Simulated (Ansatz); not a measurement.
# Abstraction of H: C3H6F2 + GeH2(CH2)(CH3) → C3H5F2 + GeH2(CH3)2

Species: C3H6F2 `CC(F)CF`, singlet; GeH2(CH2)(CH3), doublet; C3H5F2 `C[C](F)CF`, doublet; GeH2(CH3)2, singlet. A radical takes H: the energy is the difference in strength between two C–H bonds in different surroundings.

Shapes, held fixed at every level: PBE0-D4/def2-TZVP. Flexible molecules stand in one conformer, not always the lowest. Programs: Ansatz 0.2.0. The zero-point and thermal change to 298 K, harmonic and unscaled (PBE0-D4/def2-TZVP), is +0.7 kJ/mol.

```csv
level,kind,ΔH(298 K) (kJ/mol),less CCSD(T)/def2-TZVPP,CPU time (sum over the molecules)
SPW92/def2-TZVPP,LDA,-45.6,-27.8,21 s
PBE-D4/def2-TZVPP,GGA,-39.3,-21.5,36 s
r2SCAN0-D4/def2-TZVPP,global hybrid,-25.7,-7.9,76 s
wB97M-V/def2-TZVPP,range-separated hybrid,-26.1,-8.3,2.5 min
MP2/def2-SVP,perturbation theory,-20.1,-2.3,–
CCSD(T)/def2-SVP,coupled cluster or CI,-18.6,-0.8,2.2 min
CCSD(T)/def2-TZVPP,coupled cluster or CI,-17.8,0.0,61 min
```

The highest level, CCSD(T)/def2-TZVPP, gives ΔH(298 K) = -17.8 kJ/mol; the levels span -45.6 to -17.8. The column of differences is taken from that level and isn't an error. No measured value is set beside it here. Open shells run unrestricted unless RO is named. Relativity is left out for Ge unless named. Correlated rows may include outer-core shells of Ge, which these sets cover unevenly. Times are processor times on shared x86 and Arm servers, and rough.

Hydrogen transfer from the fluorinated carbon to the germylmethyl radical is exothermic at every level, by 17.8 kJ/mol at the highest. The C–H bond formed in the methyl group on germanium is therefore stronger than the one broken beside fluorine. The product radical is centred on a carbon bearing two carbon substituents and a fluorine. Hyperconjugation with the alkyl groups and donation from a fluorine lone pair into the half-filled orbital stabilise it, partly offset by fluorine's inductive withdrawal. The starting radical is a primary centre, which the germyl group probably stabilises only modestly.

The small thermal term shows that the preference is essentially electronic. One C–H bond replaces another, so much of the basis-set error cancels, in keeping with the close agreement of the two coupled-cluster rows. LDA and the GGA exaggerate the exothermicity, perhaps because they overstabilise the more delocalised spin of the fluorinated radical. The reaction enthalpy alone fixes neither the barrier nor the preferred site of attack among the substrate's C–H bonds.
